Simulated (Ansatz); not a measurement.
**A small benchmark: atomisation enthalpy at 298 K**

8 molecules holding an element from Na to Cl; the atomisation enthalpy at 298 K in kJ/mol, computed less measured. Shapes, held fixed at every level: PBE0-D4/def2-TZVP. Flexible molecules stand in one conformer, not always the lowest. Thermal terms are harmonic and unscaled (PBE0-D4/def2-TZVP); the spin-orbit lowering of the free atoms is taken from their spectra. Programs: Ansatz 0.2.0. Measured values: CRC Handbook of Chemistry and Physics, NIST-JANAF tables.

Levels: A = BHLYP-D4/def2-TZVPP; B = PBE0-D4/def2-TZVPP; C = r2SCAN0-D4/def2-TZVPP.

```
                         molecule  from tabulated heats     A    B     C
            SiH3Cl (chlorosilane)                  1367   -19  -25   -11
P4S3 (tetraphosphorus trisulfide)                  2248  -205  +19  -106
          C2H6OS (SMILES CS(C)=O)                  3419  -138   +5   -53
    C3H6Cl2 (1,3-dichloropropane)                  3860  -121  +31   -37
          C4H6S (SMILES C1=CSCC1)                  4362  -131  +64   -32
C4H9Cl (1-chloro-2-methylpropane)                  5110  -121  +34   -36
         C4H10S (diethyl sulfide)                  5408  -125  +32   -39
      C4H10OS (diethyl sulfoxide)                  5779  -197  +19   -74
```

Question: Which level does best on this set, which worst, and which err to one side?

Answer: 
```csv
level,kind,mean error,mean absolute error,worst case
BHLYP-D4/def2-TZVPP,global hybrid,-132.1,132.1,P4S3
PBE0-D4/def2-TZVPP,global hybrid,+22.4,28.6,C4H6S
r2SCAN0-D4/def2-TZVPP,global hybrid,-48.5,48.5,P4S3
```

On this set PBE0-D4/def2-TZVPP has the smallest mean absolute error and BHLYP-D4/def2-TZVPP the largest. BHLYP-D4/def2-TZVPP is too low in 8 of 8; PBE0-D4/def2-TZVPP is too high in 7 of 8; r2SCAN0-D4/def2-TZVPP is too low in 8 of 8. The heats of SiH3Cl, C3H6Cl2, C4H9Cl come from older tables and can be uncertain by 10 kJ/mol or more. Heats of the atoms come from ATcT where it has them. The tabulated value of P4S3 is in doubt (older tables, estimates, or at odds with other calculations) and kept here. Over the 7 molecules whose values aren't doubted the mean absolute errors are A 121.7; B 30.0; C 40.3. The set is small.

BHLYP's underbinding is clear even without the doubtful P4S3 value, probably because its larger share of exact exchange displaces semilocal exchange, which mimics the left-right correlation in bonds. PBE0's lead over r2SCAN0 is less general. The two err by similar amounts, with opposite signs, for diethyl sulfide and the two chloroalkanes, and r2SCAN0 is closer for C4H6S and SiH3Cl. Among the undoubted values, PBE0's advantage comes mainly from the two sulfoxides.

Going from diethyl sulfide to diethyl sulfoxide moves the error downward at every level, from +32 to +19 with PBE0 and from -39 to -74 with r2SCAN0. The short, strongly polar S–O bond needs tight d functions on sulfur, to polarise the density rather than to form an expanded octet, and a shortage of them would lower the computed binding. PBE0's small sulfoxide errors may therefore partly reflect basis-set incompleteness offsetting its overbinding, so its first place need not survive in a larger basis.
